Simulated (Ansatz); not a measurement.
# How methods differ on SiH3I (SiIH3)

SiH3I: 5 atoms, total charge 0, spin state singlet. As SMILES, `[H][Si]([H])([H])I`. The coordinates come from a GFN2-xTB relaxation.

```tsv
atom	x (Å)	y (Å)	z (Å)
Si	-0.0011	0.0027	-0.2523
I	0.0128	-0.0213	2.2096
H	1.3926	0.0112	-0.6615
H	-0.7063	1.2129	-0.6371
H	-0.6981	-1.2055	-0.6587
```

Each level gives the energy change with the Si1–H5 bond stretched from 1.453 to 3.632 Å (eV). The values are calculated.

```csv
level,kind,program,value (eV),less FCI/STO-3G,CPU time (all runs)
HF/STO-3G (restricted),Hartree–Fock,Ansatz,9.88,+5.07,0.92 s
SVWN5/STO-3G (restricted),LDA,Ansatz,6.83,+2.02,3 s
BLYP/STO-3G (restricted),GGA,Ansatz,6.37,+1.56,4.6 s
PBE/STO-3G (restricted),GGA,Ansatz,6.55,+1.74,4.6 s
r2SCAN/STO-3G (restricted),meta-GGA,Ansatz,6.98,+2.17,12 s
BHLYP/STO-3G (restricted),global hybrid,Ansatz,8.29,+3.48,4.2 s
wB97M-V/STO-3G (restricted),range-separated hybrid,Ansatz,8.19,+3.38,54 s
MP2/STO-3G (restricted),perturbation theory,Ansatz,6.27,+1.46,1.5 s
CCSDT/STO-3G (restricted),coupled cluster or CI,Ansatz,4.81,0.00,2 s
FCI/STO-3G,exact in the basis,Ansatz,4.81,0.00,23 s
```

FCI/STO-3G is exact within its basis and frozen core, so for wave-function methods in that basis the difference is their error; functionals converge differently with the basis, so for them it is only a difference. A spin-restricted reference rises too steeply as a bond breaks; here HF/STO-3G, SVWN5/STO-3G, BLYP/STO-3G, PBE/STO-3G, r2SCAN/STO-3G, BHLYP/STO-3G, wB97M-V/STO-3G, MP2/STO-3G lie well above the multireference or unrestricted value. All-electron rows without a relativistic Hamiltonian named are non-relativistic. The first shape isn't each level's own minimum. The values span 4.81 to 9.88 eV. All rows use very small basis sets, so none should be taken for the real molecule's value. In the correlated wave-function rows the outer d shell of I is correlated, in sets not made for it. Times are those of the runs behind each value, whatever else they computed, on shared processors of several kinds: orders of magnitude only.

Stretching Si–H brings the σ and σ* orbitals close in energy, so the singlet needs both the σ² and σ*² configurations. A single closed-shell determinant instead retains ionic H⁺/H⁻ character that should fade as the fragments separate, which is why Hartree–Fock gives 9.88 eV against 4.81 eV for FCI.

The functionals follow their exact exchange: the semilocal ones rise least, while BHLYP and wB97M-V lie closer to Hartree–Fock. The exact exchange hole of the restricted determinant spreads over both fragments, whereas the more localised semilocal hole partly mimics the missing left–right correlation.

MP2 removes much of the Hartree–Fock excess, but its perturbative treatment of the σ² → σ*² excitation becomes unreliable as the orbital gap closes, so its remaining error should not be expected to stay constant along the stretch. CCSDT treats this excitation iteratively and matches FCI to the printed precision, as is plausible when only one electron pair is being separated. That agreement doesn't establish similar accuracy for breaking several bonds at once.
